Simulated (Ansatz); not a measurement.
## Ligand exchange: SiH2(CH3)Br + C4H9F → SiH2(CH3)F + C4H9Br

Species: SiH2(CH3)Br, singlet; C4H9F (1-fluorobutane) `CCCCF`, singlet; SiH2(CH3)F, singlet; C4H9Br (1-bromobutane) `CCCCBr`, singlet. The partners trade Br for F: Si–Br and C–F bonds give way to Si–F and C–Br.

Shapes, held fixed at every level: PBE0-D4/def2-TZVP. Flexible molecules stand in one conformer, not always the lowest. Programs: Ansatz 0.2.0. Electronic energies: no zero-point or thermal term.

```json
{"level": "HF/def2-TZVPP", "kind": "Hartree–Fock", "ΔE (kJ/mol)": "-64.5", "less CCSD(T)/def2-TZVPP": "+11.1"}
{"level": "PBE-D4/def2-TZVPP", "kind": "GGA", "ΔE (kJ/mol)": "-62.2", "less CCSD(T)/def2-TZVPP": "+13.4"}
{"level": "r2SCAN-D4/def2-TZVPP", "kind": "meta-GGA", "ΔE (kJ/mol)": "-67.2", "less CCSD(T)/def2-TZVPP": "+8.4"}
{"level": "B3LYP-D4/def2-TZVPP", "kind": "global hybrid", "ΔE (kJ/mol)": "-69.5", "less CCSD(T)/def2-TZVPP": "+6.1"}
{"level": "wB97X-V/def2-TZVPP", "kind": "range-separated hybrid", "ΔE (kJ/mol)": "-65.0", "less CCSD(T)/def2-TZVPP": "+10.6"}
{"level": "MP2/def2-TZVPP", "kind": "perturbation theory", "ΔE (kJ/mol)": "-82.3", "less CCSD(T)/def2-TZVPP": "-6.7"}
{"level": "CCSD(T)/def2-TZVPP", "kind": "coupled cluster or CI", "ΔE (kJ/mol)": "-75.6", "less CCSD(T)/def2-TZVPP": "0.0"}
```

The highest level, CCSD(T)/def2-TZVPP, gives ΔE = -75.6 kJ/mol; the levels span -82.3 to -62.2. The column of differences is taken from that level and isn't an error. No measured value is set beside it here. Relativity is left out for Br unless named. Correlated rows may include outer-core shells of Br, which these sets cover unevenly.

Every level makes the exchange clearly exothermic, so fluorine's preference for silicon and bromine's for carbon doesn't depend on the treatment of correlation. Replacing bromine by fluorine strengthens the bond to silicon more than the bond to carbon. Silicon is the more electropositive partner, and its bond to the small, hard fluoride ligand is short and strongly polar, with some further stabilisation from fluorine lone pairs donating into σ* orbitals on silicon. Bromine, larger and less electronegative, gains less from that polarity.

Hartree–Fock already recovers most of the CCSD(T) exothermicity, which suggests that the driving force is largely electrostatic and present at the mean-field level. Correlation adds to it, and MP2 overshoots that contribution, while all four density functionals fall short of the coupled-cluster value. Their order doesn't follow the functional hierarchy: r2SCAN-D4 lies closer to CCSD(T) than the range-separated hybrid does. The reaction energy establishes a thermodynamic preference only, and says nothing about the barrier to direct exchange.
